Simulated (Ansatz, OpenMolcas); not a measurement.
**How basis sets differ on BH2O2F (SMILES OB(O)F)**

BH2O2F has 6 atoms, charge 0, and is taken as a singlet. As SMILES, `OB(O)F`. Geometry: relaxed at PBE0-D4/def2-TZVP. This is one conformer, not always the lowest.

Quantity: the HOMO–LUMO gap, in eV. The values are calculated.

```
                          level          kind     program  value (eV)
                    HF/ANO-L-MB  Hartree–Fock  OpenMolcas       19.32
              HF/ANO-R0 (sfX2C)  Hartree–Fock  OpenMolcas       18.25
           HF/ANO-RCC-MB (DKH2)  Hartree–Fock  OpenMolcas       20.30
                      HF/STO-3G  Hartree–Fock      Ansatz       20.89
                       HF/3-21G  Hartree–Fock      Ansatz       20.36
HF/ANO-R1 (sfX2C, RICD fitting)  Hartree–Fock  OpenMolcas       17.15
                   HF/def2-SVPD  Hartree–Fock  OpenMolcas       15.87
```

The values span 15.87 to 20.89 eV. A Hartree–Fock LUMO above zero doesn't converge with the basis: it sinks as sets grow more diffuse. Orbital gaps aren't excitation energies.

The gap is widest with STO-3G and narrowest with def2-SVPD, the set with diffuse functions, but the number of functions alone doesn't set the order. Split-valence 3-21G, at 20.36 eV, lies above the minimal ANO-L-MB set at 19.32 eV, so the radial reach of the functions probably matters as much as their count.

The occupied frontier level should be mainly oxygen and fluorine lone pair in character. In a compact basis, the natural acceptor is the empty boron p orbital, pushed up by π donation from its three neighbours. Outer functions let the virtual orbital spread beyond the molecule and shed kinetic energy, so the LUMO in def2-SVPD is probably more diffuse and less boron-centred. The narrower gap is therefore no sign of a stronger Lewis acid. Scalar relativity is tiny for such light atoms and can't account for the spread among the ANO results. Gaps alone don't show how much of each shift comes from the occupied level.
